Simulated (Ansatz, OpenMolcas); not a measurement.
## A ladder of methods for SiF2 (SMILES F[Si]F)

SiF2 has 3 atoms, charge 0, and is taken as a singlet. SMILES: `F[Si]F`. Geometry: relaxed at PBE0-D4/def2-TZVP.

```jsonl
{"atom": "F", "x (Å)": "0.1663", "y (Å)": "1.2468", "z (Å)": "0.2294"}
{"atom": "Si", "x (Å)": "-0.5949", "y (Å)": "-0.0464", "z (Å)": "-0.3301"}
{"atom": "F", "x (Å)": "0.4286", "y (Å)": "-1.2004", "z (Å)": "0.1007"}
```

Quantity: the energy change with the Si2–F3 bond stretched from 1.602 to 3.203 Å, in eV. The values are calculated.

| level | kind | program | value (eV) | less FCI/STO-3G | CPU time (all runs) |
| --- | --- | --- | --- | --- | --- |
| HF/STO-3G (restricted) | Hartree–Fock | Ansatz | 8.87 | +4.49 | 0.29 s |
| SVWN5/STO-3G (restricted) | LDA | Ansatz | 6.32 | +1.94 | 2.3 s |
| revPBE/STO-3G (restricted) | GGA | Ansatz | 5.64 | +1.26 | 3.9 s |
| M06-2X/STO-3G (restricted) | hybrid meta-GGA | OpenMolcas | 7.47 | +3.09 | 9.1 s |
| MP2/STO-3G (restricted) | perturbation theory | OpenMolcas | 5.82 | +1.44 | 3.2 s |
| CASSCF(2,2)/STO-3G | multireference | OpenMolcas | 3.75 | -0.63 | 3.4 s |
| SC-NEVPT2(2,2)/STO-3G | multireference | OpenMolcas | 4.22 | -0.16 | 3.1 s |
| BCCD(T)/STO-3G (restricted) | coupled cluster or CI | Ansatz | 4.30 | -0.08 | 0.57 s |
| FCI/STO-3G | exact in the basis | OpenMolcas | 4.38 | 0.00 | 31 s |

FCI/STO-3G is exact within its basis and frozen core, so for wave-function methods in that basis the difference is their error; functionals converge differently with the basis, so for them it is only a difference. Spin-restricted single references rise too steeply as a bond breaks, Hartree–Fock most of all. Perturbation and coupled-cluster corrections on them can overshoot downwards. The first shape isn't each level's own minimum. The values span 3.75 to 8.87 eV. All rows use very small basis sets, so even the best lies far from the true value. CPU times are rough (shared hosts, several kinds of processor): they show what a rung costs within a factor of a few.

Stretching the Si–F bond brings its σ and σ* orbitals close in energy, so a second configuration gains weight and a closed-shell determinant keeps too much ionic character. CASSCF(2,2) probably captures this left–right correlation, yet it falls 0.63 eV below FCI. It omits most of the dynamic correlation, which is larger in the intact molecule, where the bonding pair is shared in a compact region. SC-NEVPT2 restores much of it and cuts the error to -0.16 eV. BCCD(T) comes closer still, so the multireference character at this length is still within reach of a single-reference treatment with triples.

Among the functionals, revPBE and SVWN5 lie below M06-2X, as expected if semilocal exchange mimics part of the left–right correlation that exact exchange lacks. Even the FCI value is low for a bond as strong as Si–F, probably because the minimal basis describes polarisation at silicon and the charge-rich fluorine poorly. A single stretched geometry doesn't show whether BCCD(T) stays accurate towards full dissociation.
